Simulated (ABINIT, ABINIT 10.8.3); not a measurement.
# A student's log: the lattice constant of platinum with ABINIT

*A beginner's notebook, kept as written. Several of its settings and conclusions are unsound; a review follows at the end.*

## Reference data

The measured number comes from "Crystal structure of Nd10.67Pt4O24, a new neodymium platinate" (2024, arXiv:2412.16732). The platinum was not prepared as a sample of its own. It was found in what remained after the platinate had been heated and had partly decomposed at about 960 °C, and it was measured after the residue had cooled. The lattice constant $a$ of the cubic cell comes from powder X-ray diffraction with a Rietveld refinement. The powder was a mixture of phases, and the sample displacement was refined together with the lattice parameter. The temperature of the measurement is not given with the value. I will compare my calculated $a$ with this number.

| compared with | measured | source's wording or label | method |
| --- | --- | --- | --- |
| a (Å) | 3.9227 ± 0.0002 | 3.9227 ± 0.0002 A | powder X-ray diffraction, Rietveld |

Conditions are those given with the value in the passage it was taken from; "not stated" means there, and the paper may say more elsewhere. The values are a selection: others may have been left out beforehand as unlike or outlying.

## Method

I want to calculate $a$ of fcc platinum. The model is the primitive cell with one atom, and ABINIT relaxes the cell until the pressure is gone. I start from a diffraction structure in the Crystallography Open Database with $a = 3.922$ Å, which is 0.0007 Å below the measured value, so the program has only a very short way to go.

My target is the error bar of the experiment, $\pm 0.0002$ Å. If the calculation is converged it should give the real lattice constant, so I see no reason to accept less. I will begin with LDA, because it comes first in the tutorials, and change settings until the number fits.

System: Pt (platinum), fcc; Fm-3m (No. 225), 1 atom in the primitive cell; the database structure is a diffraction structure: a = 3.922 Å; structure from the Crystallography Open Database.

## 1. One atom, one k point

The k mesh is the setting I understand least. There is only one atom in the cell, so I think one k point should be enough for it, and a $1\times1\times1$ mesh is also the quickest. I take LDA with a cutoff of 20 Ha and let the cell relax. I expect $a$ to move from 3.922 Å to about 3.923 Å.

**Run 1.** ABINIT 10.8.3: LDA, JTH PAW datasets, cell and atoms relaxed from the database structure, cutoff 20 Ha, 1x1x1 k mesh, Gaussian smearing 0.1 eV.

Key lines of the input:
```
# potential files: JTH PAW datasets, made for LDA
ecut 20
pawecutdg 40
ecutsm 0.5
dilatmx 1.06
optcell 2
ionmov 2
ntime 30
tolmxf 5.0d-5
ngkpt 1 1 1
shiftk 0.0 0.0 0.0
occopt 7
tsmear 0.1 eV
nband 11
nstep 60
tolvrs 1.0d-10
pseudos "Pt.xml"
ntypat 1
znucl 78
natom 1
typat 1
# ... acell, rprim, xred
```

Command:
```
OMP_NUM_THREADS=1 abinit run.abi > run.log
```

Selected lines of the output:
```
 At Broyd/MD step   5, gradients are converged :
-Cartesian components of stress tensor (GPa)         [Pressure=  5.6760E-03 GPa]
            acell      4.8331477184E+00  4.8331477184E+00  4.8331477184E+00 Bohr
```

Converged; 3 s on 1 core of Intel Xeon Platinum 8488C (Sapphire Rapids), shared host.

| quantity | run 1 | measured | deviation |
| --- | --- | --- | --- |
| a (Å) | 3.6170 | 3.9227 ± 0.0002 | −0.3057 (−7.8 %) |
| conventional cell volume (Å³) | 47.32 |  |  |
| final pressure (GPa) | 0.005676 |  |  |

The lattice constant came out as 3.6170 Å, which is 0.3057 Å too small. I expected a shift in the third decimal. The output says that the gradients are converged, and the pressure is only 0.005676 GPa, so the calculation itself is fine and one k point was enough. The fault must be in the cell relaxation: the program started from a good cell and walked away from it.

## 2. Keeping the cell where it belongs

If the cell moves to a wrong place, I should not let it move. I will relax only the atom and hold the cell at the diffraction structure. I also set the k mesh to $12\times12\times12$, since more points can do no harm. I expect $a$ to come out much closer to the experiment this time.

**Run 2.** ABINIT 10.8.3: LDA, JTH PAW datasets, atoms relaxed in the database cell, cutoff 20 Ha, 12x12x12 k mesh, Gaussian smearing 0.1 eV.

Key lines of the input, as changed from run 1:
```diff
- ecutsm 0.5
- dilatmx 1.06
- optcell 2
+ optcell 0
- ntime 30
+ ntime 50
- ngkpt 1 1 1
+ ngkpt 12 12 12
- nstep 60
+ nstep 80
```

Command:
```
OMP_NUM_THREADS=1 mpirun -n 4 abinit run.abi > run.log
```

Selected lines of the output:
```
 At Broyd/MD step   1, gradients are converged :
-Cartesian components of stress tensor (GPa)         [Pressure= -5.7664E+00 GPa]
```

Converged; 6.6 s on 4 cores of Intel Xeon Platinum 8488C (Sapphire Rapids), shared host.

| quantity | run 2 |
| --- | --- |
| final pressure (GPa) | −5.7664 |

With the cell held, $a$ stays at the 3.922 Å of the diffraction structure, only 0.0007 Å below the measured value. The gradients were converged at the first step, so LDA agrees with this structure. That is a great improvement on the first run, although it is still outside my target of 0.0002 Å.

The pressure is −5.7664 GPa. I read the minus sign as the cell wanting to grow a little, which is the direction I need.

## 3. A short relaxation

Now I will let the cell move again, but not as far as in the first run. There is a setting for the largest number of SCF iterations, and I set it to 3, so that the program stops before it can wander off. The k mesh stays at $12\times12\times12$. I expect the cell to grow by the missing 0.0007 Å and the pressure to go to zero.

**Run 3.** ABINIT 10.8.3: LDA, JTH PAW datasets, cell and atoms relaxed from the database structure, cutoff 20 Ha, 12x12x12 k mesh, Gaussian smearing 0.1 eV; at most 3 SCF iterations.

Key lines of the input, as changed from run 1:
```diff
- ntime 30
+ ntime 10
- ngkpt 1 1 1
+ ngkpt 12 12 12
- nstep 60
+ nstep 3
```

Selected lines of the output:
```
     iter   Etot(hartree)      deltaE(h)  residm     nres2
 ETOT  1  -27.189060513421    -2.719E+01 2.315E-03 1.955E-03
 ETOT  2  -27.189064910237    -4.397E-06 3.262E-04 9.133E-05
 ETOT  3  -27.189064600322     3.099E-07 1.072E-04 8.116E-06
  nstep=    3 was not enough SCF cycles to converge;
  ntime=   10 was not enough Broyd/MD steps to converge gradients:
-Cartesian components of stress tensor (GPa)         [Pressure=  2.7377E-01 GPa]
            acell      5.2056884477E+00  5.2056884477E+00  5.2056884477E+00 Bohr
            rprim      0.0000000000E+00  7.0710678119E-01  7.0710678119E-01
                       7.0710678119E-01  0.0000000000E+00  7.0710678119E-01
                       7.0710678119E-01  7.0710678119E-01  0.0000000000E+00
```

Not converged; 18 s of wall time.

The energy changes only in the seventh decimal between the second and third iterations, so I count this run as nearly finished. The pressure has gone from −5.7664 GPa in the fixed cell to 0.27377 GPa. The cell length `acell` is 5.2057 Bohr, against 4.8331 Bohr in the first run, so the cell no longer collapses. Stopping the program early has helped, and what is left must be a small numerical matter.

## 4. A lower cutoff to finish the job

I want the last bit of pressure to go away. A smaller basis gives the program fewer numbers to converge, so I lower the cutoff from 20 to 14 Ha and allow the usual number of iterations again. The k mesh stays as it is. Since the cell was already going the right way, I expect $a$ to settle at the measured 3.9227 Å.

**Run 4.** ABINIT 10.8.3: LDA, JTH PAW datasets, cell and atoms relaxed from the database structure, cutoff 14 Ha, 12x12x12 k mesh, Gaussian smearing 0.1 eV.

Key lines of the input, as changed from run 2:
```diff
- ecut 20
- pawecutdg 40
- optcell 0
+ ecut 14
+ pawecutdg 28
+ ecutsm 0.5
+ dilatmx 1.06
+ optcell 2
```

Selected lines of the output:
```
 At Broyd/MD step   3, gradients are converged :
-Cartesian components of stress tensor (GPa)         [Pressure=  1.3831E-02 GPa]
            acell      5.2093304756E+00  5.2093304756E+00  5.2093304756E+00 Bohr
```

Converged; 8.7 s of wall time.

| quantity | run 4 | measured | deviation |
| --- | --- | --- | --- |
| a (Å) | 3.8985 | 3.9227 ± 0.0002 | −0.0242 (−0.6 %) |
| conventional cell volume (Å³) | 59.25 |  |  |
| final pressure (GPa) | 0.013831 |  |  |

The relaxation now finishes, and $a$ is 3.8985 Å. That is 0.0242 Å below the measurement, where the first run was 0.3057 Å below. I put the improvement down to the lower cutoff, because `acell` also grew from 5.2057 Bohr in the stopped run to 5.2093 Bohr here.

It is still not 3.9227 Å. The pressure is down to 0.013831 GPa, so there is nothing left to push the cell outwards, and I do not see how to gain the rest with LDA.

## 5. Changing to BLYP

I will try another functional. BLYP is a name I know from chemistry, where it is used for molecules, and it is a GGA, which I have read is the step above LDA. A better functional should give a better lattice constant for any substance. I go back to 20 Ha, because a better functional probably deserves the larger basis. I expect the missing 0.0242 Å to be made up.

**Run 5.** ABINIT 10.8.3: BLYP, JTH PAW datasets, cell and atoms relaxed from the database structure, cutoff 20 Ha, 12x12x12 k mesh, Gaussian smearing 0.1 eV; PBE datasets.

Key lines of the input, as changed from run 2:
```diff
- # potential files: JTH PAW datasets, made for LDA
+ # potential files: JTH PAW datasets, made for PBE
- optcell 0
+ ecutsm 0.5
+ dilatmx 1.06
+ optcell 2
+ ixc -106131
```

Selected lines of the output:
```
-Cartesian components of stress tensor (GPa)         [Pressure=  3.1339E-04 GPa]
            acell      5.4175932099E+00  5.4175932099E+00  5.4175932099E+00 Bohr
```

Converged; 23 s on 4 cores of Arm Neoverse V2, shared host.

| quantity | run 5 | measured | deviation |
| --- | --- | --- | --- |
| a (Å) | 4.0544 | 3.9227 ± 0.0002 | +0.1317 (+3.4 %) |
| conventional cell volume (Å³) | 66.64 |  |  |
| final pressure (GPa) | 0.000313 |  |  |

BLYP gives 4.0544 Å, which is 0.1317 Å too large. The gap of 0.0242 Å has been made up more than five times over. The final pressure is 0.00031339 GPa, the smallest of all my relaxations, so by that measure this should be my most accurate result, and yet it is further from the experiment than LDA at 14 Ha. I conclude that GGAs push the atoms apart and that something has to pull them back together.

## 6. Adding an attraction

The D3(BJ) correction adds an attraction between atoms. I know it from layered materials and molecules, but platinum atoms should attract each other too. I will use it with PBE, the GGA whose name I see most often, and keep 20 Ha and the $12\times12\times12$ mesh. I expect the attraction to cancel the push of the GGA and bring $a$ down to 3.9227 Å.

**Run 6.** ABINIT 10.8.3: PBE+D3(BJ), JTH PAW datasets, cell and atoms relaxed from the database structure, cutoff 20 Ha, 12x12x12 k mesh, Gaussian smearing 0.1 eV.

Key lines of the input, as changed from run 5:
```diff
- ixc -106131
+ vdw_xc 7
```

Selected lines of the output:
```
 At Broyd/MD step   3, gradients are converged :
            acell      5.2551060591E+00  5.2551060591E+00  5.2551060591E+00 Bohr
```

Converged; 14 s of wall time.

| quantity | run 6 | measured | deviation |
| --- | --- | --- | --- |
| a (Å) | 3.9328 | 3.9227 ± 0.0002 | +0.0101 (+0.3 %) |
| conventional cell volume (Å³) | 60.83 |  |  |
| final pressure (GPa) | 0.004866 |  |  |

PBE with D3(BJ) gives 3.9328 Å, 0.0101 Å above the measurement. BLYP gave 4.0544 Å, so the attraction has pulled the cell in by 0.1216 Å. That confirms my idea that GGAs push the atoms apart and that the correction holds them together.

My target is 0.0002 Å, however, so this result still fails. The attraction is a little too weak for platinum, and I don't know how to make it stronger.

## 7. Back to LDA with more k points

I looked through my earlier results again. LDA gave 3.6170 Å with one k point and 3.8985 Å with the $12\times12\times12$ mesh. I had given the credit to the lower cutoff, but the k mesh changed as well, and now I think that more k points make the cell larger. LDA needs only another 0.0242 Å, so I go up to $16\times16\times16$, at 20 Ha. I expect that to bring $a$ to about 3.92 Å.

**Run 7.** ABINIT 10.8.3: LDA, JTH PAW datasets, cell and atoms relaxed from the database structure, cutoff 20 Ha, 16x16x16 k mesh, Gaussian smearing 0.1 eV.

Key lines of the input, as changed from run 5:
```diff
- # potential files: JTH PAW datasets, made for PBE
+ # potential files: JTH PAW datasets, made for LDA
- ixc -106131
- ngkpt 12 12 12
+ ngkpt 16 16 16
```

Selected lines of the output:
```
 At Broyd/MD step   4, gradients are converged :
-Cartesian components of stress tensor (GPa)         [Pressure= -1.7888E-04 GPa]
            acell      5.2065973386E+00  5.2065973386E+00  5.2065973386E+00 Bohr
```

Converged; 29 s of wall time.

| quantity | run 7 | measured | deviation |
| --- | --- | --- | --- |
| a (Å) | 3.8965 | 3.9227 ± 0.0002 | −0.0262 (−0.7 %) |
| conventional cell volume (Å³) | 59.16 |  |  |
| final pressure (GPa) | −0.000179 |  |  |

The cell has become smaller, not larger. The $16\times16\times16$ mesh gives 3.8965 Å, against 3.8985 Å with $12\times12\times12$, so I have lost 0.0020 Å and am now 0.0262 Å below the measurement. The pressure is practically zero again, so I trust the number.

From one k point to twelve in each direction the cell grew, and from twelve to sixteen it shrank. I take this to mean that there is a best mesh somewhere in between, where $a$ is largest, and that I have gone past it.

## 8. Looking for the best mesh

I go back down to $8\times8\times8$, still with LDA and 20 Ha. If the lattice constant has its highest point between one and twelve, this mesh should be nearer to it. I expect a value above 3.8985 Å, and I hope for 3.9227 Å. If it fits, I will keep this mesh as the right one for platinum.

**Run 8.** ABINIT 10.8.3: LDA, JTH PAW datasets, cell and atoms relaxed from the database structure, cutoff 20 Ha, 8x8x8 k mesh, Gaussian smearing 0.1 eV.

Key lines of the input, as changed from run 5:
```diff
- # potential files: JTH PAW datasets, made for PBE
+ # potential files: JTH PAW datasets, made for LDA
- ixc -106131
- ngkpt 12 12 12
+ ngkpt 8 8 8
```

Selected lines of the output:
```
-Cartesian components of stress tensor (GPa)         [Pressure= -1.7405E-04 GPa]
            acell      5.2035212195E+00  5.2035212195E+00  5.2035212195E+00 Bohr
```

Converged; 11 s on 4 cores of Intel Xeon Platinum 8488C (Sapphire Rapids), shared host.

| quantity | run 8 | measured | deviation |
| --- | --- | --- | --- |
| a (Å) | 3.8942 | 3.9227 ± 0.0002 | −0.0285 (−0.7 %) |
| conventional cell volume (Å³) | 59.05 |  |  |
| final pressure (GPa) | −0.000174 |  |  |

The $8\times8\times8$ mesh gives 3.8942 Å, which is 0.0285 Å below the measurement and lower than both of the denser meshes. So the best mesh is not between one and eight. It must be close to twelve, where I had 3.8985 Å, and even there LDA stays 0.0242 Å short.

The pressure is −0.00017405 GPa, almost the same as with $16\times16\times16$, so both runs are equally well converged and still give different lattice constants. I can't explain that. I have no mesh that gives 3.9227 Å, and I am stopping here.

## Comparison with experiment

| run | settings | a (Å) | deviation | cost | status |
| --- | --- | --- | --- | --- | --- |
| 1 | LDA, cell and atoms relaxed from the database structure, cutoff 20 Ha, 1x1x1 k mesh | 3.6170 | −0.3057 (−7.8 %) | under 1 core-min |  |
| 2 | LDA, atoms relaxed in the database cell, cutoff 20 Ha, 12x12x12 k mesh | – |  | under 1 core-min |  |
| 3 | LDA, cell and atoms relaxed from the database structure, cutoff 20 Ha, 12x12x12 k mesh, at most 3 SCF iterations | – |  | 71 core-s | not converged |
| 4 | LDA, cell and atoms relaxed from the database structure, cutoff 14 Ha, 12x12x12 k mesh | 3.8985 | −0.0242 (−0.6 %) | under 1 core-min |  |
| 5 | BLYP, cell and atoms relaxed from the database structure, cutoff 20 Ha, 12x12x12 k mesh, PBE datasets | 4.0544 | +0.1317 (+3.4 %) | 94 core-s |  |
| 6 | PBE+D3(BJ), cell and atoms relaxed from the database structure, cutoff 20 Ha, 12x12x12 k mesh | 3.9328 | +0.0101 (+0.3 %) | under 1 core-min |  |
| 7 | LDA, cell and atoms relaxed from the database structure, cutoff 20 Ha, 16x16x16 k mesh | 3.8965 | −0.0262 (−0.7 %) | 2 core-min |  |
| 8 | LDA, cell and atoms relaxed from the database structure, cutoff 20 Ha, 8x8x8 k mesh | 3.8942 | −0.0285 (−0.7 %) | under 1 core-min |  |
|  | measured | 3.9227 ± 0.0002 |  |  |  |

## Closing entry

I did not reach my target of 0.0002 Å. Of the runs in which the cell was free to move, PBE with D3(BJ) came closest, with 3.9328 Å, which is 0.0101 Å too large. The LDA runs with many k points all stayed below 3.90 Å, and BLYP went far too high.

The best agreement is still the LDA run in which I held the cell fixed. There $a$ is 3.922 Å, only 0.0007 Å below the measurement, and the gradients were converged at the first step. I will therefore give 3.922 Å as my calculated lattice constant of platinum, with LDA as the method. The pressure of −5.7664 GPa in that run bothers me a little, but the runs in which I let the pressure go to zero all ended further from the experiment, so I don't think a small pressure is a good sign for platinum.

What I still don't understand is why the relaxation keeps leaving a cell that was nearly right at the start. For the next metal I will keep the cell fixed from the beginning.

## Review

Further runs made for the review:

| reviewer's run | settings | a (Å) | deviation | cost |
| --- | --- | --- | --- | --- |
| R1 | LDA, cell and atoms relaxed from the database structure, cutoff 20 Ha, 12x12x12 k mesh | 3.8974 | −0.0253 (−0.6 %) | 79 core-s |
| R2 | PBEsol, cell and atoms relaxed from the database structure, cutoff 20 Ha, 12x12x12 k mesh, PBE datasets | 3.9258 | +0.0031 (+0.1 %) | 62 core-s |
| R3 | PBE, cell and atoms relaxed from the database structure, cutoff 20 Ha, 12x12x12 k mesh | 3.9738 | +0.0511 (+1.3 %) | 73 core-s |
| R4 | PBEsol with spin-orbit coupling, cell and atoms relaxed from the database structure, cutoff 20 Ha, 12x12x12 k mesh, kptopt 4, PBE datasets | 3.9260 | +0.0033 (+0.1 %) | 4 core-min |
|  | measured | 3.9227 ± 0.0002 |  |  |

The target of 0.0002 Å was arbitrary: it is the refinement's error bar, not the accuracy of a functional. Convergence gives the functional's lattice constant, not nature's, so neither a close start nor adjusting settings until the number fits can help.

Run 1 needed many k points because platinum is a metal with a small cell. Converged gradients show only that the cell suits its mesh. With $12\times12\times12$ points, LDA gives 3.8974 Å instead of 3.6170 Å (R1), for 79 core-seconds. The relaxation was not at fault.

The denser mesh in run 2 was right, but 3.922 Å is its input. Symmetry keeps the force on a single atom at zero, so immediate convergence says nothing about LDA's agreement. The negative pressure means that the cell wants to shrink, not grow.

Run 3 limited the electronic iterations, not the cell's movement, and both warnings were ignored. The mesh prevented the collapse, not the early stop. The cell had in fact shrunk from its start, so it was not heading for the measured value.

Run 4 rightly restored the iterations, but the lower cutoff deserves no credit: at 20 Ha the result differs by only 0.0011 Å (R1). The remaining gap belongs mainly to LDA, which typically makes such metals too small.

BLYP, in run 5, is a poor choice for metals, and the PBE datasets add a mismatch. No functional is better for every substance, and a tiny final pressure doesn't measure accuracy. Nor do all GGAs expand the cell this much: PBEsol gives 3.9258 Å (R2).

Run 6 changed the functional as well as adding D3, so the 0.1216 Å contraction isn't D3's. Plain PBE gives 3.9738 Å (R3), which leaves 0.0410 Å for D3 with PBE. Its parameters are fitted for each functional and shouldn't be strengthened to match platinum.

Before run 7 the student rightly suspected the k mesh, but then compared runs with different cutoffs. At 20 Ha, LDA gives 3.8942, 3.8974 and 3.8965 Å with 8, 12 and 16 points in each direction (run 8, R1, run 7). This is a result settling down, not a search for a "best mesh". Each mesh has its own zero-pressure cell, which explains the puzzle in run 8.

The closing entry reports the database value as a prediction. Relaxation leaves that cell because LDA prefers a smaller one; low pressure is required, even when agreement worsens. Fixing the next metal's cell would repeat the mistake.

A sound simulation matches the measurement well: PBEsol is 0.0031 Å too large, about 0.1 % (R2), and spin-orbit coupling changes that result by only 0.0002 Å (R4). Thermal expansion and zero-point motion are missing and would increase the excess, by very roughly 0.01 Å at room temperature. The division of the remaining error between functional and datasets is unresolved. I suspect the printed uncertainty is optimistic, since sample displacement was refined too, but these calculations give no reason to doubt the measured value.

[Logs are printed without paths, hosts, clocks, repeated set-up lines and the standing remarks that a program may print on its own settings, such as how far it seeks lower states.]

[The runs shown are a pick from a larger set of finished runs; failed, doubtful and other runs were left out of it ahead of writing. So were measured values far from every level or from commonly accepted values, and agreement can look better than it is. Lines of input and output are excerpts and may be shortened.]
